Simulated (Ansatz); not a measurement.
W (Im-3m), a film clamped to a substrate

Computed with Ansatz, DFT PBEsol, scalar-relativistic, plane waves, PAW. The runs took a 420 eV cutoff, a Γ-centred 26×26×26 mesh and Gaussian smearing (0.15 eV). Spin–orbit coupling is left out, which can shift energies with elements as heavy as these. No spin polarisation. Energies are free energies at this smearing, counted from the undisturbed cell; pressure is positive in compression.

Reference structure (relaxed at this level; with this scan's settings it stands at -0.1 GPa):

```yaml
crystal:
  lattice:
    - [-1.57718, 1.57718, 1.57718]
    - [1.57718, -1.57718, 1.57718]
    - [1.57718, 1.57718, -1.57718]
  atoms:
    - { symbol: W, position: [0.00000, 0.00000, 0.00000] }
```

The cell (1 atom, V0 = 15.69 Å³) is strained by p along both x and y and by q along z, fractional coordinates fixed. τp = (1/V0) ∂E/∂p = (σxx + σyy)(1 + p)(1 + q) and τq = (1/V0) ∂E/∂q = σzz(1 + p)², with tension positive.

| p | q | ΔE (meV/atom) | τp (GPa) | τq (GPa) |
| --- | --- | --- | --- | --- |
| 0.000 | 0.000 | 0.00 | 0.23 | 0.11 |
| -0.015 | 0.000 | 17.04 | -23.92 | -6.50 |
| 0.015 | 0.000 | 16.32 | 21.56 | 6.22 |
| 0.000 | -0.015 | 6.03 | -6.33 | -8.47 |
| 0.000 | 0.015 | 5.96 | 6.40 | 7.87 |

Task: Get the second derivatives of the energy density.

Result: Central differences give A = ∂τp/∂p = 1516 GPa (C11 + C22 + 2 C12), C = ∂τq/∂q = 545 GPa (C33) and the cross term B = ∂τq/∂p = 424 GPa (C13 + C23); ∂τp/∂q = 424 GPa must equal B, and any difference shows higher-order terms. The ions are clamped. In a cubic crystal C11 = C = 545, C12 = B/2 = 212 GPa and A should be 2(C11 + C12) = 1514 GPa; the bulk modulus is (C11 + 2 C12)/3 = 323 GPa.

Task: A film of this crystal grows with z along the normal on a substrate that imposes p. How does its thickness respond, and what does the misfit cost?

Result: Count p and q from the stress-free cell. A free surface needs τq = 0, so q = −(B/C) p = -0.78 p. The energy density left is (A − B²/C) p²/2 = M p², with the biaxial modulus M = 593 GPa; a misfit of 1 % costs 5.81 meV/atom, against 7.42 meV/atom if the thickness were held.

At p = 0.030 the energies along q are 51.1 (q = -0.030), 50.5 (q = -0.015), 62.2 (q = 0.000), 84.8 (q = 0.015), 117.4 (q = 0.030) meV/atom.

Task: Does the linear rule hold at this misfit?

Result: A parabola through the lowest point and its neighbours has its minimum at q = -0.022, 49.3 meV/atom. With the stress left in the starting cell, τp0 and τq0, linear elasticity gives q = −(τq0 + Bp)/C = -0.024 and E = V0(τp0 p + τq0 q + Ap²/2 + Bpq + Cq²/2)/N = 52.7 meV/atom. The two agree within a tenth in energy.

In a metal these slopes depend on the k mesh and the smearing.

Tungsten resists both in-plane strain and thickness change strongly, as expected for a metal whose roughly half-filled d band occupies mainly bonding states. The film thins by only 0.78 of the imposed in-plane strain, far less than constant volume would require, so tensile misfit leaves it dilated. This Poisson relaxation lowers the cost of a 1 % misfit from 7.42 to 5.81 meV/atom, and most of the elastic penalty remains. Clamping the ions loses nothing here, because the single atom in the primitive cell sits at an inversion centre and has no internal displacement to relax.

At the larger tensile misfit, the fitted minimum of 49.3 meV/atom lies below the linear estimate of 52.7. This suggests anharmonic softening as d–d overlap weakens on stretching, in line with the smaller in-plane stress response in tension than in compression. The elastic energy alone doesn't establish a critical film thickness, which also depends on the cost of forming misfit dislocations.
